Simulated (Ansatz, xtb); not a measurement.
# Two structures of CHFSi

We compare X, a singlet given by its coordinates, with Y, `FC=[Si]`, a singlet. Both are isolated molecules in the gas phase, relaxed with B3LYP-D4/def2-TZVP.

X (Å):

```xyz
4

C    -2.1157    2.4715    2.1435
F     0.7656    1.9015    2.2993
Si   -0.6898    1.7472    1.6615
H    -3.1473    2.4628    1.8180
```

Close contacts (Å): C1–Si3 1.67, F2–Si3 1.60, C1–H4 1.08.

Y (Å):

```yaml
atoms:
  - { symbol: C, position_ang: [0.3912, -0.2599, 0.1990] }
  - { symbol: F, position_ang: [0.1708, 0.0400, 1.5014] }
  - { symbol: Si, position_ang: [1.0751, 0.6640, -1.1061] }
  - { symbol: H, position_ang: [0.0653, -1.2803, -0.0349] }
```

Energies in hartree; the thermal terms are from B3LYP-D4/def2-TZVP harmonic frequencies (ideal gas, rigid rotor, one conformer each, 298.15 K, 1 atm) and include the zero-point energy:

```
                                X           Y
E, CCSD(T)/def2-TZVPP  −427.333301  −427.313623
    zero-point energy     0.014924     0.016182
         H(298 K) − E     0.019670     0.020805
         G(298 K) − E    −0.010526    −0.009422
```

Problem. Work out ΔE, ΔE₀, ΔH and ΔG for X → Y in kJ/mol (1 Eh = 2625.50 kJ/mol) and the equilibrium ratio [Y]/[X].

Solution. 1. ΔE = −427.313623 − (−427.333301) = +0.019678 Eh = +51.66 kJ/mol.
2. ΔE₀ = ΔE + ΔZPE = +0.019678 + (+0.001258) Eh = +54.97 kJ/mol.
3. ΔH = ΔE + (+0.001135) Eh = +54.64 kJ/mol.
4. ΔG = ΔE + (+0.001104) Eh = +54.56 kJ/mol, so ΔS = (ΔH − ΔG)/T = +0.3 J/(mol K).
5. kT = 0.9442 mEh, so K = [Y]/[X] = exp(−ΔG/kT) = exp(−22.01) ≈ 2.8 × 10^−10.

Structure X is favoured at this temperature. An error of 4 kJ/mol in ΔG would change K by a factor of 5. HF/STO-3G, r2SCAN-D4/def2-SVP gave ΔE the other sign. Large T1 diagnostics make the coupled-cluster value less sure. Mirror images and further conformers aren't counted.

Other levels gave ΔE = +56.8 (GFN2-xTB); −300.2 (HF/STO-3G, GFN2-xTB geometries); −19.6 (r2SCAN-D4/def2-SVP, GFN2-xTB geometries); +22.7 (B3LYP-D4/def2-TZVP); +5.5 (HF/def2-TZVPP); +29.7 (MP2/def2-TZVPP) kJ/mol. The correlated steps freeze 7 core orbitals. Programs: Ansatz 0.2.0, xtb 6.7.1.

X is the fluorosilyne HC≡SiF, with a trans-bent skeleton, while Y is the silylidene HFC=Si, with fluorine on carbon and a lone pair on divalent silicon. The preference for X probably reflects the strong, highly polar Si–F bond, which Y gives up for a weaker C–F bond. This outweighs silicon's usual reluctance to form triple bonds and its preference for keeping a lone pair of high s character, the factors that make the silylidene the more stable form in the parent CH₂Si system. The entropy change is almost nil, so the equilibrium is governed by the energy difference.

In the same basis, ΔE rises from +5.5 kJ/mol with HF to +29.7 with MP2 and +51.66 with CCSD(T). Correlation therefore favours X, plausibly because it stabilises the weak, easily polarised C–Si π bonding of the silyne. The large step beyond MP2 leaves the size of the gap less secure than its direction. The equilibrium ratio says nothing about the barrier to fluorine migration, so Y could still persist if formed.
